## Limits and scaling of the two-step catalytic sequence

### The steady-state law

Let one adsorbed intermediate X\* outnumber all others, so that a site is either empty or holds X:

$$\mathrm{A_1 + * \rightleftharpoons B_1 + X^*},\qquad \mathrm{A_2 + X^* \rightleftharpoons B_2 + *}.$$

The symbols $A_i, B_i$ also denote gas activities $p/p^\circ$ with $p^\circ = 10^5$ Pa, or products of such activities, and equal 1 where a species is absent. Sites are identical and do not interact. Every $k$ is then a frequency, and $r$ is a turnover frequency per site. Define $v_1=k_1A_1$, $v_{-1}=k_{-1}B_1$, $v_2=k_2A_2$, $v_{-2}=k_{-2}B_2$ and their sum $\Sigma$. The coverage obeys

$$\dot\theta = v_1(1-\theta)-v_{-1}\theta-v_2\theta+v_{-2}(1-\theta) = (v_1+v_{-2})-\Sigma\theta .$$

It relaxes with time constant $1/\Sigma$ to $\theta=(v_1+v_{-2})/\Sigma$. Inserting this into $r=v_1(1-\theta)-v_{-1}\theta$ cancels the terms $v_1v_{-1}$ and gives

$$r=\frac{k_1k_2A_1A_2-k_{-1}k_{-2}B_1B_2}{k_1A_1+k_{-1}B_1+k_2A_2+k_{-2}B_2}. \tag{1}$$

No step has been taken as rate-determining. With $K_i=k_i/k_{-i}$, thermodynamics requires $K_1K_2=K$, the gas-phase equilibrium constant. The numerator is therefore $v_1v_2(1-\eta)$ with $\eta=B_1B_2/(KA_1A_2)$.

### Dimensional analysis

Four frequencies share one dimension, so $r$ is homogeneous of degree one in them and three groups remain. With $x=v_1/v_2$, $u=v_{-1}/v_2$, $w=v_{-2}/v_2$ and $D=1+x+u+w$,

$$\frac{r}{v_2}=\frac{x(1-\eta)}{D},\qquad \theta=\frac{x+w}{D},\qquad uw=\eta x. \tag{2}$$

A second grouping isolates the rate-determining limits. Let $s_1=v_1+v_{-1}$ and $s_2=v_2+v_{-2}$. Let $\theta_1=v_1/s_1$ and $\theta_2=v_{-2}/s_2$ be the coverages that each step would set if it alone were equilibrated. Equation (1) is identical to

$$r=\frac{\theta_1-\theta_2}{1/s_1+1/s_2}, \tag{3}$$

a driving difference across two resistances in series. Scaling $k_i$ and $k_{-i}$ together changes $s_i$ and leaves $\theta_i$ fixed. Campbell's degrees of rate control $X_i=\partial\ln r/\partial\ln k_i$ at fixed $K_i$ follow at once: $X_1=s_2/\Sigma=(1+w)/D$ and $X_2=s_1/\Sigma=(x+u)/D$.

The reversibility $z_i$ is the ratio of the backward to the forward rate of step $i$. Since $\theta/(1-\theta)=(x+w)/(1+u)$,

$$1-z_1=\frac{1-\eta}{1+u},\qquad 1-z_2=\frac{1-\eta}{1+w/x},\qquad z_1z_2=\eta. \tag{4}$$

Away from overall equilibrium, step 1 is quasi-equilibrated when $u\gg1$ and step 2 when $w\gg x$. The two conditions exclude each other, because $u\,(w/x)=\eta<1$. Rate control and equilibration are separate questions: for $x\gg1$ and $u=w=0$, $X_2\to1$ while $z_1=0$.

### Regimes and leading corrections

**Supply, $x$.** At given $\eta$, $u$, $w$ and with $c=1+u+w$, equation (2) gives $r\simeq v_1(1-\eta)c^{-1}(1-x/c)$ for $x\ll c$ and $r\simeq v_2(1-\eta)(1-c/x)$ for $x\gg c$. The crossover is $x=c$.

**Reverse steps small.** For $u+w\ll1+x$ and $\eta\ll1$,

$$r\simeq\frac{v_1v_2}{v_1+v_2}\left[1-\eta-\frac{u+w}{1+x}\right]. \tag{5}$$

Because $uw=\eta x$, the sum $u+w$ cannot fall below $2\sqrt{\eta x}$. With $\theta_0=x/(1+x)$ the kinetic correction is at least $2\sqrt{\eta\,\theta_0(1-\theta_0)}$. It scales as $\sqrt\eta$, so near half coverage the irreversible law degrades long before the factor $1-\eta$ does.

**Step 2 determining.** For $s_2\ll s_1$, equation (3) gives $r\simeq[v_2\theta_1-v_{-2}(1-\theta_1)]\,[1-(1+w)/(x+u)]$.

**Step 1 determining.** For $s_1\ll s_2$, $r\simeq[v_1(1-\theta_2)-v_{-1}\theta_2]\,[1-(x+u)/(1+w)]$. With $u=0$ the leading term is the product-inhibited law $v_1/(1+w)$. These two regimes meet at $x+u=1+w$, where $X_1=X_2$.

**Near equilibrium.** With the affinity $\mathcal A=-RT\ln\eta$, $r=(v_1v_2/\Sigma)(1-e^{-\mathcal A/RT})$. The last factor is $\mathcal A/RT$ with relative correction $-\mathcal A/2RT$.

### One form, several meanings

As a function of $A_1$ alone, equation (1) is a hyperbola:

$$r=v_2\,\frac{b\,(A_1-A_1^{\rm eq})}{1+bA_1},\qquad \frac1b=\frac{v_2}{k_1}+\frac{B_1}{K_1}+\frac{v_{-2}}{k_1}, \tag{6}$$

with $A_1^{\rm eq}=\eta A_1$. Far from equilibrium every limit reads $r=v_2bA_1/(1+bA_1)$. The plateau is always $v_2$, and only the meaning of $b$ changes.

| Limit | Condition | $b$ | $-R\,d\ln b/d(1/T)$ |
|---|---|---|---|
| irreversible | $u,w\ll1$ | $k_1/v_2$ | $E_1-E_2$ |
| equilibrated adsorption ($B_1=1$) | $u\gg1+w$ | $K_1$, adsorption constant of A$_1$ | $\Delta H_1<0$ |
| virtual pressure ($A_2=1$, X is adsorbed B$_2$) | $u\gg1+w$ | $K K_{\rm ad}/B_1$ | $\Delta H+\Delta H_{\rm ad}$ |
| product-limited | $w\gg1+u$ | $k_1/v_{-2}$ | $E_1-E_{-2}$ |

Here $K_{\rm ad}=1/K_2$ is the adsorption constant of B$_2$. The virtual activity $a_v$ is the activity of B$_2$ that would maintain the actual coverage at adsorption equilibrium, $K_{\rm ad}a_v=\theta/(1-\theta)$. Equation (4) gives $a_v=B_2/z_2=z_1KA_1/B_1$. It lies between the real activity and the value $KA_1/B_1$ in equilibrium with the reactants, which the virtual-pressure law assumes. A fit of $r(A_1)$ cannot tell the rows apart. The dependence of $b$ on $B_1$, $B_2$ and $T$ can.

### Methylcyclohexane on platinum

Sinfelt, Hurwitz and Shulman (1960) read the saturating rate law of this reaction as irreversible formation and irreversible desorption of adsorbed toluene. With M for methylcyclohexane and T for toluene,

$$\mathrm{M+*\rightleftharpoons T^*+3H_2},\qquad \mathrm{T^*\rightleftharpoons T+*},$$

so $A_1=a_M$, $B_1=a_H^3$, $A_2=1$, $B_2=a_T$ and $K_1=KK_{\rm ad}$. Step 1 is a lumped step. The form $k_{-1}a_H^3$ holds if its slow event precedes any loss of hydrogen and the later events are equilibrated. Differentiating equation (1) gives the orders

$$n_M=\frac1{1-\eta}-\frac xD,\quad n_H=-\frac{3\eta}{1-\eta}-\frac{3u}D,\quad n_T=-\frac{\eta}{1-\eta}-\frac wD. \tag{7}$$

The gas reaction has approximately $\Delta H=215$ kJ/mol and $\Delta S=395$ J/(mol K) near 600 K, which gives $K=82$, the value carried from here on. The kinetic inputs at 600 K are illustrative: $k_1=40$ s$^{-1}$, $E_1=60$ kJ/mol, $k_2=2.0$ s$^{-1}$, $E_2=140$ kJ/mol, $K_{\rm ad}=10$, $\Delta H_{\rm ad}=-100$ kJ/mol. They were chosen to reproduce the typical behaviour of supported Pt, namely orders near zero, a plateau activation energy near 140 kJ/mol and a few tenths of a turnover per surface atom per second. All results are the model's. Consistency fixes $K_1=820$, $k_{-1}=0.049$ s$^{-1}$, $k_{-2}=20$ s$^{-1}$, $\Delta H_1=115$ kJ/mol, $E_{-2}=40$ kJ/mol and $E_{-1}=-55$ kJ/mol. The negative value is allowed for a lumped step, which begins with exothermic uptake of hydrogen. The prefactor of $k_2$ is $3.1\times10^{12}$ s$^{-1}$, below $k_BT/h=1.25\times10^{13}$ s$^{-1}$.

An approximate lattice parameter $a_{\rm Pt}=392$ pm gives $4/(\sqrt3a_{\rm Pt}^2)=1.50\times10^{19}$ atoms per m$^2$ on Pt(111). Taking six atoms per site gives $N_s=2.5\times10^{18}$ m$^{-2}$. The compiled linear expansion $8.8\times10^{-6}$ K$^{-1}$ at 293 K (Kaye and Laby Online, NPL), held constant up to 600 K, changes the area by 0.5 %, which is ignored. The collision frequency per site, $p^\circ/(N_s\sqrt{2\pi mk_BT})$, is $4.3\times10^8$ s$^{-1}$ for M (98.2 g/mol), so $k_1$ is a reaction probability of $9\times10^{-8}$ per collision.

**Working point.** Take $p_M=30$ kPa, $p_H=100$ kPa, $p_T=3$ kPa. Then $x=6.0$, $u=0.024$, $w=0.30$, $\eta=1.2\times10^{-3}$ and $D=7.32$. Equation (2) gives $\theta=0.86$ and $r=1.64$ s$^{-1}$, and the coverage relaxes in 0.068 s. The irreversible law gives 1.71 s$^{-1}$, so the full rate is 4.5 % lower. Equation (5) estimates 4.8 %, and the lower bound on its kinetic part is 2.4 % while $\eta$ is only 0.12 %. Desorption controls the rate, $X_2=0.82$ and $X_1=0.18$, yet neither step is near equilibrium: $z_1=0.025$, $z_2=0.049$. The virtual toluene pressure is 61.5 kPa, which is 20.5 times the real one and far below the equilibrium limit of 2.5 MPa. The orders are $n_M=0.18$, $n_H=-0.014$ and $n_T=-0.042$.

**Pressure crossovers at 600 K.** Half saturation in M lies at $p^\circ/b=6.6$ kPa, against 5.0 kPa in the irreversible limit. Toluene equilibrates with the surface above $w=x$, or 60 kPa, and roughly halves the rate at $w=1+x$, or 70 kPa. Hydrogen has two kinetic crossovers. Step 1 approaches equilibrium above $u=1$, at $p_H=p^\circ(k_2K_1/k_1)^{1/3}=0.34$ MPa. At $p_T=0$ the rate is halved at $u=1+x$, or 0.66 MPa. With $p_T=3$ kPa the net rate vanishes at 0.94 MPa. The table holds at the inlet, $p_T=0$ and $p_M=30$ kPa, where the irreversible law gives $r_{\rm irr}=1.71$ s$^{-1}$ throughout, the virtual-pressure law is $r_v=k_2x/(x+u)$, and $1/r=1/r_{\rm irr}+1/r_v-1/k_2$ exactly.

| $p_H$ (MPa) | $u$ | $z_1$ | $r$ (s$^{-1}$) | $r_v$ (s$^{-1}$) | $n_H$ | $p_v$ (kPa) |
|---|---|---|---|---|---|---|
| 0.1 | 0.024 | 0.024 | 1.71 | 1.99 | −0.01 | 59 |
| 0.3 | 0.66 | 0.40 | 1.57 | 1.80 | −0.26 | 36 |
| 0.6 | 5.3 | 0.84 | 0.98 | 1.06 | −1.29 | 9.6 |
| 1.0 | 24 | 0.96 | 0.38 | 0.39 | −2.33 | 2.4 |
| 2.0 | 195 | 0.995 | 0.059 | 0.060 | −2.90 | 0.31 |

In the last rows $p_v=a_vp^\circ$ is close to the toluene pressure at gas equilibrium, so the virtual-pressure regime allows only a small conversion.

**The adsorption constant.** At fixed $k_1$ and $k_2$, $u\propto1/K_{\rm ad}$ and $w\propto K_{\rm ad}$. The irreversible law needs both below $1+x$:

$$\frac{k_1a_H^3}{k_2K(1+x)}\ll K_{\rm ad}\ll\frac{1+x}{a_T}.$$

At the working point the bounds are 0.035 and $2.3\times10^2$. Their ratio is $1/[\eta\theta_0(1-\theta_0)]=6.7\times10^3$, and $u+w$ is least at $K_{\rm ad}=2.9$. The assumed $k_{-2}$ amounts to a readsorption probability of $4.5\times10^{-8}$ for T (92.1 g/mol). Unit probability with the same $k_2$ would give $K_{\rm ad}=2.2\times10^8$ and halve the rate at $3\times10^{-3}$ Pa of toluene. Desorption control without product inhibition therefore requires strongly hindered readsorption. Aromatics typically adsorb on clean Pt with high probability, so T\* in this model stands for a species on the crowded working surface.

**Temperature.** At fixed pressures and constant energies, $x\propto e^{(E_2-E_1)/RT}$ with $E_2-E_1=80$ kJ/mol and $u\propto e^{(E_2-E_{-1})/RT}$ with $E_2-E_{-1}=195$ kJ/mol. Take the inlet with $p_M=30$ kPa and $p_H=100$ kPa. The apparent activation energy $RT^2\,d\ln r/dT$ is $(1-\theta)E_1+\theta E_2$ in the irreversible regime and $E_2+(1-\theta)\Delta H_1$ in the virtual-pressure regime. At 600 K it is 129 kJ/mol. On heating, the surface empties through $x=1$ at 675 K, with an e-folding width $RT^2/(E_2-E_1)=47$ K, and the apparent energy tends to $E_1$. On cooling, $u=1$ is passed at 548 K with a width of 13 K. The rate barely responds because the surface stays full, but $b$ changes meaning. Its temperature coefficient turns from $E_1-E_2<0$ to $\Delta H_1>0$, and equation (6) puts the maximum of $b$ at $u=(E_2-E_1)/\Delta H_1=0.70$, or 553 K. Only near 484 K, where $u=1+x$, does the surface empty again, and below it the apparent energy tends to $E_2+\Delta H_1=255$ kJ/mol. The equilibrium toluene pressure at 484 K is 0.08 kPa, which makes this branch of little practical use.

**Neglected hydrogen coverage.** If equilibrated H\* blocks each free site independently, $x$ and $w$ are multiplied by $\varphi=1/(1+\sqrt{K_Ha_H})$, while $u$ and $\eta$ are unchanged. Typical values of $-70$ kJ/mol and $-120$ J/(mol K) per mole of H$_2$ give $K_H=0.67$ at 600 K, so $\varphi=0.55$ at 0.1 MPa and 0.28 at 1 MPa. The added hydrogen order is $-\tfrac12(1-\varphi)(1-\theta)=-0.031$ at the working point, larger in size than the $-0.014$ from equation (7). If $k_1$ and $K_{\rm ad}$ are read as effective values at 0.1 MPa, the inlet rate at 1 MPa drops from 0.38 to 0.21 s$^{-1}$. A site that needs $n$ free atoms carries $\varphi^n$ and a larger effect. The working-point order in hydrogen is thus known only to be small, and the high-pressure rows hold to about a factor of two at best.

At the working point the model's rate is 0.27 s$^{-1}$ per surface Pt atom, or $6.8\times10^{-6}$ mol m$^{-2}$ s$^{-1}$, a magnitude set by the chosen $k_2$ and site size.